**Lithium hyperfine constants: core polarisation by symmetry**

The table holds A/g and B/Q for s, p, d and f valence states of Li from a B-spline many-body code at three levels (frozen-core Dirac-Hartree-Fock, RPA core polarisation, Brueckner orbitals with RPA), with measured A/g for seven states. The program tests one-orbital ⟨r⁻³⟩ formulas on the DHF values, splits the RPA shift of each j pair into contact and spin-dipole parts, compares the contact part with a hydrogenic exchange integral, and sets the shielding of B against 2/(3Z_eff). The output shows near-equal, opposite RPA shifts in p and d pairs, a contact term 1.6 to 1.7 times the direct p3/2 term, and d and f shielding of 0.243 to 0.250 against the parameter-free 0.248. The exchange integral follows the n dependence for d, overshoots it for p and carries across l only roughly. For 3p the contact-free sum is 2% above measurement and the contact term about 17%, which cancellation magnifies in p3/2.

Calculated values. Hyperfine constants of Li (one electron outside a closed 1s² core) from B-spline many-body code 1: no-pair Dirac-Coulomb, frozen-core Dirac-Hartree-Fock (DHF), static RPA core polarisation, and Brueckner orbitals from a second-order and RPA-screened correlation potential. The nucleus is uniformly magnetised, with rms radius 2.444 fm.

## Numerical check

```python
# Table: Li hyperfine A/g (MHz), B/Q (MHz/barn); B-spline many-body code, DHF, RPA, Brueckner+RPA, measured A/g.
# Tested: one-orbital <r^-3> formulas, contact/dipole split of the RPA shift, Sternheimer 2/(3Zeff), 3p error split.
T = {
    'hyperfine': ['2s1/2', '3s1/2', '4s1/2', '2p1/2', '3p1/2', '4p1/2', '2p3/2', '3p3/2', '4p3/2', '3d3/2', '4d3/2', '5d3/2', '3d5/2', '4d5/2', '5d5/2', '4f5/2', '5f5/2', '4f7/2', '5f7/2'],
    'hyperfine_a_dhf': [131.0, 30.81, 11.67, 14.88, 4.489, 1.896, 2.974, 0.8975, 0.3791, 0.378, 0.1596, 0.08177, 0.162, 0.06841, 0.03504, 0.04868, 0.02492, 0.02704, 0.01385],  # MHz
    'hyperfine_a_rpa': [179.6, 41.97, 15.87, 20.22, 6.19, 2.624, -1.894, -0.6452, -0.2801, 0.3857, 0.1641, 0.08437, 0.1544, 0.064, 0.03249, 0.04869, 0.02493, 0.02703, 0.01384],  # MHz
    'hyperfine_a_brueckner_rpa': [186.3, 43.1, 16.25, 21.66, 6.555, 2.765, -2.051, -0.6829, -0.2941, 0.3885, 0.1655, 0.08508, 0.1554, 0.0644, 0.03269, 0.04873, 0.02496, 0.02706, 0.01385],  # MHz
    'hyperfine_b_dhf': [None, None, None, None, None, None, 5.49, 1.66, 0.7, 0.233, 0.0983, 0.0503, 0.332, 0.14, 0.0719, 0.05, 0.0256, 0.0583, 0.0298],  # MHz/barn
    'hyperfine_b_rpa': [None, None, None, None, None, None, 4.84, 1.49, 0.631, 0.176, 0.0743, 0.0381, 0.251, 0.106, 0.0544, 0.0376, 0.0192, 0.0438, 0.0224],  # MHz/barn
    'hyperfine_b_brueckner_rpa': [None, None, None, None, None, None, 5.2, 1.58, 0.667, 0.177, 0.0748, 0.0384, 0.253, 0.107, 0.0548, 0.0376, 0.0192, 0.0439, 0.0225],  # MHz/barn
    'hyperfine_measured_a': [185.0592, 42.886991, 16.145095, 21.191301, 6.2185101, None, None, -0.46523668, -0.18885846, None, None, None, None, None, None, None, None, None, None],  # MHz
    'hyperfine_a_brueckner_rpa_vs_hyperfine_measured_a': [1.007, 1.005, 1.006, 1.022, 1.054, None, None, 1.468, 1.557, None, None, None, None, None, None, None, None, None, None],
}
import numpy as np
from math import factorial as F, floor, log10, sqrt, pi
from scipy import constants as c
from scipy.special import eval_genlaguerre as Lg
from scipy.integrate import cumulative_trapezoid as ct
pc = lambda k: c.physical_constants[k][0]
a0 = pc('Bohr radius'); Z = 3; ze = Z - 5/16
K = 2*c.mu_0/(4*pi)*pc('Bohr magneton')*pc('nuclear magneton')/(c.h*a0**3)/1e6
KQ = c.e**2/(4*pi*c.epsilon_0)*1e-28/(c.h*a0**3)/1e6
col = lambda k: dict(zip(T['hyperfine'], T['hyperfine_' + k]))
D, R, B, M = col('a_dhf'), col('a_rpa'), col('a_brueckner_rpa'), col('measured_a')
qD, qR, qB = col('b_dhf'), col('b_rpa'), col('b_brueckner_rpa')
fl = lambda x, s=4: 0.5*10**(floor(log10(abs(x))) - s + 1)
k = lambda l, j: l*(l+1)/(j*(j+1))
ko = lambda l, j: (j*(j+1) + l*(l+1) - 0.75)/(2*j*(j+1))
r = np.linspace(1e-5, 30, 30001)
def G(n, l):
    P = r*sqrt((2/n)**3*F(n-l-1)/(2*n*F(n+l)))*np.exp(-r/n)*(2*r/n)**l*Lg(n-l-1, 2*l+1, 2*r/n)
    rho = P*2*ze**1.5*r*np.exp(-ze*r)
    return 2*ct(rho*ct(rho*r**l, r, initial=0)/r**(l+1), r)[-1]
P = [(n, l, f"{n}{'spdf'[l]}{2*l-1}/2", f"{n}{'spdf'[l]}{2*l+1}/2") for l, ns in ((1, (2, 3, 4)), (2, (3, 4, 5)), (3, (4, 5))) for n in ns]
print(f"K={K:.2f} MHz, 8K/3={8*K/3:.1f} MHz, KQ={KQ:.2f} MHz/barn; '-' is j=l-1/2, '+' is j=l+1/2")
print("DHF: nl, A-/A+ (theory), <r-3> bohr^-3, /hydrogenic, B+ from A vs table (err %, rounding %)")
for n, l, m, p in P:
    r3 = D[m]/k(l, l-.5)/K; th = k(l, l-.5)/k(l, l+.5); b = KQ*2*l/(2*l+3)*r3
    print(f"{m[:2]} {D[m]/D[p]:.4f} ({th:.4f}) {r3:.4g} {r3*n**3*l*(l+.5)*(l+1):.4f} {b:.4g} {qD[p]} ({100*(b/qD[p]-1):+.2f}, {100*fl(qD[p],3)/qD[p]:.2f})")
    assert abs(D[m]/D[p]/th - 1) < 0.003
print("RPA-DHF MHz: nl, d-, d+, dipole %, C(+-round), a_c=-(2l+1)C, C/A+DHF, Cn^3 rel, Gn^3 rel, C(2l+1)^2/G MHz/Eh")
dip = {}; ref = {}
for n, l, m, p in P:
    dm, dp = R[m]-D[m], R[p]-D[p]
    km, kp = k(l, l-.5)-ko(l, l-.5), k(l, l+.5)-ko(l, l+.5); w = km/(km+kp)
    C = dm - w*(dm+dp); e = abs(1-w)*(fl(R[m])+fl(D[m])) + w*(fl(R[p])+fl(D[p]))
    dip[m] = (dm+dp)/(km+kp)/(D[m]/k(l, l-.5)); g = G(n, l)
    ref.setdefault(l, (C*n**3, g*n**3))
    rel = f"{C*n**3/ref[l][0]:.3f} {g*n**3/ref[l][1]:.3f} {C*(2*l+1)**2/g:.0f}" if l < 3 else "at rounding"
    print(f"{m[:2]} {dm:+.4g} {dp:+.4g} {100*dip[m]:+.1f} {C:.4g}({e:.1g}) {-(2*l+1)*C:.3g} {C/D[p]:.3f} {rel}")
    assert l == 3 or (dm > 0 > dp and abs(dm/dp + 1) < 0.12)
print("nl, shielding 1-B+RPA/B+DHF (round), plus dipole gain (p only), Brueckner/RPA of A-, A+, A-+A+, B+")
sh = []
for n, l, m, p in P:
    s = 1 - qR[p]/qD[p]; x = f"{s+dip[m]:.3f}" if l == 1 else "-"
    if l > 1: sh += [s, 1 - qR[m]/qD[m]]
    print(f"{m[:2]} {s:.3f}({fl(qR[p],3)/qR[p]+fl(qD[p],3)/qD[p]:.3f}) {x} {B[m]/R[m]:.4f} {B[p]/R[p]:.4f} {(B[m]+B[p])/(R[m]+R[p]):.4f} {qB[p]/qR[p]:.3f}")
print(f"d,f shielding {min(sh):.3f}-{max(sh):.3f}, mean d {np.mean(sh[:6]):.3f}, f {np.mean(sh[6:]):.3f}; 2/(3Zeff)={2/(3*ze):.3f}, 2/(3Z)={2/(3*Z):.3f}")
assert 0.23 < min(sh) and max(sh) < 0.27
IE = 5.39278; ex = {'2s1/2': 0.0, '3s1/2': 3.37389, '4s1/2': 4.3419}  # eV, further outputs of the same run
print("s: nu, RPA-DHF MHz, RPA/DHF, Br/RPA, A nu^3 MHz (Br), /Fermi-Segre (8K/3)Z for Br, DHF (Br nu)")
for s, e in ex.items():
    nu = sqrt(pc('Rydberg constant times hc in eV')/(IE-e)); fs = 8*K/3*Z/nu**3
    print(f"{s} {nu:.4f} {R[s]-D[s]:+.2f} {R[s]/D[s]:.3f} {B[s]/R[s]:.3f} {B[s]*nu**3:.1f} {B[s]/fs:.3f} {D[s]/fs:.3f}")
print("vs measured: DHF, RPA, Br ratios; Br-meas MHz (rounding)")
for s in T['hyperfine']:
    if M[s] is not None:
        print(f"{s} {D[s]/M[s]:.3f} {R[s]/M[s]:.3f} {B[s]/M[s]:.3f} {B[s]-M[s]:+.3f} ({fl(B[s]):.1g})")
m, p = '3p1/2', '3p3/2'; sr = (B[m]+B[p])/(M[m]+M[p])
Cf = lambda X, q: X[m] - 4/3*(1+q)*(X[m]+X[p])/(2+1.2*q)
q = 1 + dip[m]; cr = Cf(B, q)/Cf(M, q)
print(f"3p: sum Br/meas {sr:.4f}; C Br {Cf(B,q):.3f}, meas {Cf(M,q):.3f} MHz, ratio {cr:.3f} (dip/orb {q:.3f}); 5:1 ratio {Cf(B,1)/Cf(M,1):.3f}")
s = '2s1/2'
print(f"same excess in 2s core term would give {100*(R[s]-D[s])*B[s]/R[s]*(1-1/cr)/M[s]:.1f}% error; table {100*(B[s]/M[s]-1):.2f}%")
assert cr > 1.1 and abs(sr - 1) < 0.05
```

Running it gives:

```
K=95.41 MHz, 8K/3=254.4 MHz, KQ=234.96 MHz/barn; '-' is j=l-1/2, '+' is j=l+1/2
DHF: nl, A-/A+ (theory), <r-3> bohr^-3, /hydrogenic, B+ from A vs table (err %, rounding %)
2p 5.0034 (5.0000) 0.05848 1.4036 5.497 5.49 (+0.12, 0.09)
3p 5.0017 (5.0000) 0.01764 1.4291 1.658 1.66 (-0.11, 0.30)
4p 5.0013 (5.0000) 0.007452 1.4308 0.7004 0.7 (+0.05, 0.07)
3d 2.3333 (2.3333) 0.002476 1.0028 0.3325 0.332 (+0.14, 0.15)
4d 2.3330 (2.3333) 0.001045 1.0037 0.1404 0.14 (+0.27, 0.36)
5d 2.3336 (2.3333) 0.0005356 1.0043 0.07192 0.0719 (+0.03, 0.07)
4f 1.8003 (1.8000) 0.000372 1.0000 0.05828 0.0583 (-0.04, 0.09)
5f 1.7993 (1.8000) 0.0001904 0.9999 0.02983 0.0298 (+0.11, 0.17)
RPA-DHF MHz: nl, d-, d+, dipole %, C(+-round), a_c=-(2l+1)C, C/A+DHF, Cn^3 rel, Gn^3 rel, C(2l+1)^2/G MHz/Eh
2p +5.34 -4.868 +7.0 4.816(0.002) -14.4 1.619 1.000 1.000 8531
3p +1.701 -1.543 +7.8 1.525(0.0002) -4.58 1.699 1.069 1.129 8077
4p +0.728 -0.6592 +8.1 0.6516(0.0002) -1.95 1.719 1.082 1.171 7887
3d +0.0077 -0.0076 +0.1 0.00756(0.0002) -0.0378 0.047 1.000 1.000 12391
4d +0.0045 -0.00441 +0.3 0.004374(5e-05) -0.0219 0.064 1.371 1.396 12173
5d +0.0026 -0.00255 +0.3 0.00253(2e-05) -0.0127 0.072 1.549 1.586 12101
4f +1e-05 -1e-05 -0.0 1e-05(2e-05) -7e-05 0.000 at rounding
5f +1e-05 -1e-05 +0.0 1e-05(2e-05) -7e-05 0.001 at rounding
nl, shielding 1-B+RPA/B+DHF (round), plus dipole gain (p only), Brueckner/RPA of A-, A+, A-+A+, B+
2p 0.118(0.002) 0.189 1.0712 1.0829 1.0700 1.074
3p 0.102(0.006) 0.181 1.0590 1.0584 1.0590 1.060
4p 0.099(0.002) 0.179 1.0537 1.0500 1.0542 1.057
3d 0.244(0.003) - 1.0073 1.0065 1.0070 1.008
4d 0.243(0.008) - 1.0085 1.0062 1.0079 1.009
5d 0.243(0.002) - 1.0084 1.0062 1.0078 1.007
4f 0.249(0.002) - 1.0008 1.0011 1.0009 1.002
5f 0.248(0.004) - 1.0012 1.0007 1.0010 1.004
d,f shielding 0.243-0.250, mean d 0.244, f 0.249; 2/(3Zeff)=0.248, 2/(3Z)=0.222
s: nu, RPA-DHF MHz, RPA/DHF, Br/RPA, A nu^3 MHz (Br), /Fermi-Segre (8K/3)Z for Br, DHF (Br nu)
2s1/2 1.5884 +48.60 1.371 1.037 746.6 0.978 0.688
3s1/2 2.5960 +11.16 1.362 1.027 754.0 0.988 0.706
4s1/2 3.5982 +4.20 1.360 1.024 757.0 0.992 0.712
vs measured: DHF, RPA, Br ratios; Br-meas MHz (rounding)
2s1/2 0.708 0.971 1.007 +1.241 (0.05)
3s1/2 0.718 0.979 1.005 +0.213 (0.005)
4s1/2 0.723 0.983 1.006 +0.105 (0.005)
2p1/2 0.702 0.954 1.022 +0.469 (0.005)
3p1/2 0.722 0.995 1.054 +0.336 (0.0005)
3p3/2 -1.929 1.387 1.468 -0.218 (5e-05)
4p3/2 -2.007 1.483 1.557 -0.105 (5e-05)
3p: sum Br/meas 1.0207; C Br 1.615, meas 1.378 MHz, ratio 1.172 (dip/orb 1.078); 5:1 ratio 1.167
same excess in 2s core term would give 4.0% error; table 0.67%
```
